Question: Why do these platinum states avoid the surface?

I have a five-layer slab of platinum with a (111) surface on each side, and I looked at where the states in the last quarter of an electronvolt below the Fermi level sit. The plane share is the fraction of those states found on one atomic plane, and the height is counted from the top plane.

Ansatz 0.2.0, scalar-relativistic PBE with plane waves and PAW, without spin polarisation: clean five-layer Pt(111) slab, 420 eV cutoff, 24 × 24 × 1 k mesh, Gaussian smearing of 0.1 eV. Shares are of the states from −0.25 to 0 eV relative to the Fermi level, each counted as full; planes run from the bottom up, with heights measured from the top atom.

```
row  plane share  plane formula  plane height (Å)
  1        0.188             Pt            -9.218
  2        0.211             Pt            -6.957
  3        0.221             Pt            -4.651
  4        0.205             Pt            -2.343
  5        0.176             Pt             0.000
```

The middle plane has the largest share and the top plane the smallest. I had thought that surface atoms, with their missing neighbours, would be rich in states near the Fermi level. Have they lost states here? And why are the two halves of the slab not mirror images?

Answer:

Not compared with the energies just below: there the top plane is about as rich as here, and it is the inner planes that have gained. To see this, turn the shares into numbers of states and compare with the equally wide window just below, from -0.5 to -0.25 eV. The top plane holds about 0.48 states per cell in both windows, while the middle plane goes from 0.27 to 0.60. Between -1 and -0.5 eV the figures per quarter of an electronvolt are again about 0.48 and 0.27, so it is the middle plane that changes. The top share is low because the total has grown around it.

The likely reason for such a gain, which this run does not test directly, lies in how a band forms. A state at the edge of a band owes its energy to coupling with neighbours on both sides, and a surface atom has a neighbouring plane on one side only. It therefore takes little part in the edge states and more in those nearer the middle of the band. This is the familiar narrowing of the d band at a metal surface, and it matters in platinum because the Fermi level lies close to the upper edge of the d band.

A simple model shows the resulting pattern. Let each plane couple equally to the planes directly above and below it, and number the planes j = 1 to 5 from the bottom. The slab states are then standing waves that vanish at j = 0 and j = 6, where the next planes would have been. Wave number m, which also runs from 1 to 5, puts on plane j the weight

w = sin²(πmj/6) / 3

The waves at the two band edges, m = 1 and m = 5, have the same weights: one third on the middle plane and one twelfth on each surface.

Taken together, the five waves fill every plane equally, so each plane would get a share of one fifth. What tilts the profile is the mixture that falls into the window. An excess of edge waves makes the middle heavy, and a shortage of them makes the surfaces heavy. The window just below has the second pattern, with a share of 0.26 on the top plane and only 0.14 on the middle one, though states localised at the surface could give it too.

For your window I fitted one number to all five planes, the part of edge waves on top of an even mixture, and it came out at 0.156. The middle plane then gets

0.2 + 0.156 × (1/3 − 0.2) = 0.221

which is the calculated share. For the top plane the same formula gives

0.2 + 0.156 × (1/12 − 0.2) = 0.182

against a calculated 0.176. A cruder picture, with two poor surface planes and three equal inner ones, fits somewhat less well, but five planes are too few to settle the matter on the fit alone. The printed output after this answer compares both.

The small size of that number is informative too. A pure edge wave would make the middle plane four times as rich as a surface, whereas here the middle exceeds the top by only about a quarter. Real platinum has several d bands, and their edges lie at different energies for different directions of motion along the surface. A window of a quarter of an electronvolt can therefore catch many kinds of wave at once, which would average out most of the pattern.

The order of the planes belongs to this window and this thin slab, and not to the platinum surface in general. With only five planes the standing waves are few and spaced apart in energy, so a thicker slab could put a different mixture into the window and change even the strong gain of the middle plane. Just above the Fermi level, nearer the upper edge of the d band, the simple picture would have the middle plane lead more strongly. Instead the second and fourth planes lead, with 0.218 and 0.209 against 0.195 in the middle. Edge waves alone cannot produce that order, so they are at best part of the explanation. The calculation also leaves out spin-orbit coupling, which is strong in platinum and can move states across the limits of so narrow a window.

As for the two halves, the model is symmetric but your slab is not. The two lowest planes were held at the bulk spacing of 2.26 Å, while the top plane was free to move and sits 2.34 Å above the next one. That may be why the bottom surface has a slightly larger share than the top, 0.188 against 0.176. In the window just below, the order of the two surfaces is reversed, and over both windows together they hold nearly the same number of states, about 0.95 at the bottom and 0.96 at the top. The difference therefore depends mostly on where the window is cut, and I would build nothing on it.

Output of the analysis:

```
fit of dev on 5 rows: coefficient of shape 0.156 +/- 0.021; rms 0.00425, worst 1 -0.0062, leave-one-out rms 0.00559
fit of dev on 5 rows: coefficient of step 0.06067 +/- 0.013; rms 0.00637, worst 3 -0.00887, leave-one-out rms 0.00802
Shares of the window on each plane:
  row  this window  edge-wave model  pure edge wave  window -0.5 to -0.25 eV  window 0 to 0.25 eV
    1        0.188           0.1818         0.08333                   0.2353               0.1931
    2        0.211           0.2078            0.25                   0.1786                0.218
    3        0.221           0.2208          0.3333                   0.1422               0.1952
    4        0.205           0.2078            0.25                   0.1849               0.2086
    5        0.176           0.1818         0.08333                   0.2591               0.1851
States per cell on each plane:
  row  this window  window -0.5 to -0.25 eV       gain
    1       0.5118                   0.4396    0.07222
    2       0.5744                   0.3336     0.2408
    3       0.6016                   0.2656      0.336
    4       0.5581                   0.3454     0.2127
    5       0.4791                    0.484  -0.004902
Centre share over top share: 1.256
Mean share of the two surface planes: 0.182
Mean share of the second and fourth planes: 0.208
Edge-wave excess in the window -0.5 to -0.25 eV: -0.4109
Edge-wave excess in the window 0 to 0.25 eV: 0.06467
Total gain of states per cell from the window below to this one: 0.8567
Part of that gain on the three inner planes in percent: 92.14
Smallest plane spacing in angstrom: 2.261
Largest plane spacing in angstrom: 2.343
```
